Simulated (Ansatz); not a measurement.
A substitution series on Sn: H to OH

Gas-phase molecules. On one Sn centre that keeps Br, n of the H ligands are replaced by OH. The dipole moment y in D at wB97M-V/def2-TZVPP. Shapes: PBE0-D4/def2-TZVP. Flexible molecules stand in one conformer, not always the lowest. Programs: Ansatz 0.2.0.

```
  molecule  n  y (D)
    SnH3Br  0   2.40
SnH2(OH)Br  1      ?
SnH(OH)2Br  2   0.74
 Sn(OH)3Br  3   1.28
```

Q: Fit y = c + s·n to the known rows and predict SnH2(OH)Br.

A: 
1. Means of the 3 rows: n = 1.66667, y = 1.473.
2. Σ(Δn)² = 4.6667, Σ(Δn·Δy) = -2.0467, so the slope is -2.0467/4.6667 = -0.43858.
3. Intercept: 1.473 − (-0.43858) × 1.66667 = 2.204. The largest residual of the fit is 0.59.
4. SnH2(OH)Br: 2.204 + (-0.43858) × 1 = 1.77 D.

The run gave 1.77 D, so the prediction is off by 0.00 D: they agree to the digits shown. The steps per swap are uneven (-0.63, -1.03, +0.54), so a line is a poor model. Dipoles add as vectors. Other levels give for SnH2(OH)Br: PBE-D4/def2-TZVPP 1.62; r2SCAN-D4/def2-TZVPP 1.72 D. For atoms past krypton def2 sets carry core potentials with scalar relativity. Relativity is left out for Br. The series isn't monotonic at this level.

The dipole falls from 2.40 D in SnH3Br to 0.74 D with two hydroxyls, then recovers to 1.28 D with three. Bromine and oxygen both draw electron density from tin, so the Sn–O bond moments partly oppose the Sn–Br moment in a roughly tetrahedral arrangement, which probably accounts for the initial decline. The O–H bonds carry sizeable moments of their own, whose contribution depends on rotation about Sn–O. The rise at the third substitution may therefore reflect hydroxyl orientation, or a net moment that has reversed along the Sn–Br axis; magnitudes alone can't separate the two.

The match at SnH2(OH)Br is best read as fortuitous, since the same line misses a molecule used in its own fit by as much as 0.59 D. It doesn't support a constant dipole increment per OH group. The two other functionals give slightly smaller values for this molecule, but that comparison doesn't test the upturn at the end of the series.
